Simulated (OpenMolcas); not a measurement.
# How basis sets differ on CH2BN (SMILES B1C=N1)

CH2BN: 5 atoms, total charge 0, spin state singlet. As SMILES, `B1C=N1`. The coordinates come from a GFN2-xTB relaxation.

Quantity: the dipole moment, in D. The values are calculated.

```tsv
level	kind	program	value (D)	CPU time
HF/STO-3G	Hartree–Fock	OpenMolcas	1.53	2 s
HF/3-21G	Hartree–Fock	OpenMolcas	1.99	2.1 s
HF/def2-SVP	Hartree–Fock	OpenMolcas	1.86	2.9 s
HF/aug-cc-pVDZ	Hartree–Fock	OpenMolcas	1.93	8.4 s
```

The values span 1.53 to 1.99 D. Sets without polarisation functions give poor dipoles. CPU times are rough (shared hosts, several kinds of processor): they show what a rung costs within a factor of a few.

The minimal basis stands apart at 1.53 D, while the other three sets lie close together and approach no limit monotonically: the dipole overshoots with 3-21G, falls with def2-SVP and rises again to 1.93 D with aug-cc-pVDZ. In this small ring, nitrogen draws σ density from boron and carbon and carries an in-plane lone pair, while the C=N π electrons can delocalise into the formally empty boron p orbital. The dipole reflects the balance of these effects. A minimal set has one fixed radial form per valence orbital, so it cannot let the density expand on nitrogen and contract on boron, which probably explains its low value. Splitting the valence shell releases that constraint; polarisation functions then reshape the lone pair and the strained ring bonds, and diffuse functions improve the outer density. The closeness of 3-21G to aug-cc-pVDZ therefore suggests compensating errors rather than a comparably good density. Agreement among the larger sets says nothing about electron correlation, which could shift the σ/π balance and hence the dipole.
